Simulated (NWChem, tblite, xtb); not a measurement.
# How methods differ on C2H5AlCl2O (SMILES CC[O][Al]([Cl])[Cl])

C2H5AlCl2O has 11 atoms, charge 0, and is taken as a singlet. As SMILES, `CC[O][Al]([Cl])[Cl]`. Geometry: relaxed at PBE0-D4/def2-TZVP. This is one conformer, not always the lowest.

```xyz
11

C     0.0049   -1.3950    0.8794
C     0.8119   -0.3068    0.2114
O     0.0972    0.9070    0.1891
Al   -0.6969    1.7943   -0.9747
Cl   -0.7251    1.1643   -2.9578
Cl   -1.6592    3.5463   -0.4311
H     0.5871   -2.3180    0.9399
H    -0.9074   -1.6049    0.3152
H    -0.2770   -1.0963    1.8909
H     1.7420   -0.1355    0.7639
H     1.0880   -0.6125   -0.8056
```

Quantity: the dipole moment, in D. The values are calculated.

```
                             level            kind  program  value (D)   CPU time
                         IPEA1-xTB  semi-empirical   tblite       3.40  under 2 s
                          GFN2-xTB  semi-empirical      xtb       2.07  under 2 s
                          GFN1-xTB  semi-empirical   tblite       2.54  under 2 s
                          GFN0-xTB  semi-empirical      xtb       1.58  under 2 s
                         HF/STO-3G    Hartree–Fock   NWChem       2.97        5 s
                          HF/3-21G    Hartree–Fock   NWChem       3.18      6.6 s
                          HF/6-31G    Hartree–Fock   NWChem       2.95       22 s
                       HF/def2-SVP    Hartree–Fock   NWChem       2.06       27 s
B3LYP/6-31G* (spherical functions)   global hybrid   NWChem       2.22       30 s
B3LYP/6-31G* (Cartesian functions)   global hybrid   NWChem       2.22       36 s
```

The values span 1.58 to 3.40 D. Magnitudes only. Sets without polarisation functions give poor dipoles. Without the sets that lack polarisation functions the rows with a basis span only 2.06 to 2.22 D. Times are those of the runs behind each value, whatever else they computed, on shared processors of several kinds: orders of magnitude only.

The Hartree–Fock dipole depends far more on polarisation functions than on the size of the valence set: STO-3G and 6-31G give nearly the same value, 2.97 and 2.95 D, while def2-SVP gives 2.06 D. The moment is a vector sum in which the Al–O and Al–Cl bond dipoles partly oppose each other, since electropositive aluminium sits between electronegative oxygen and chlorine. Modest shifts of charge therefore change the total noticeably, and d functions probably lower it by letting the oxygen and chlorine lone pairs polarise towards the electron-poor metal.

The small gap between HF/def2-SVP and B3LYP/6-31G* can't be read as a correlation effect, because functional and basis change together. GFN2-xTB falls close to these two levels, but the spread among the tight-binding variants means that one such match doesn't establish reliability. Alkoxyaluminium dichlorides usually associate through oxygen bridges, where the monomer dipoles can largely cancel, so these values don't describe the polarity of the associated compound.
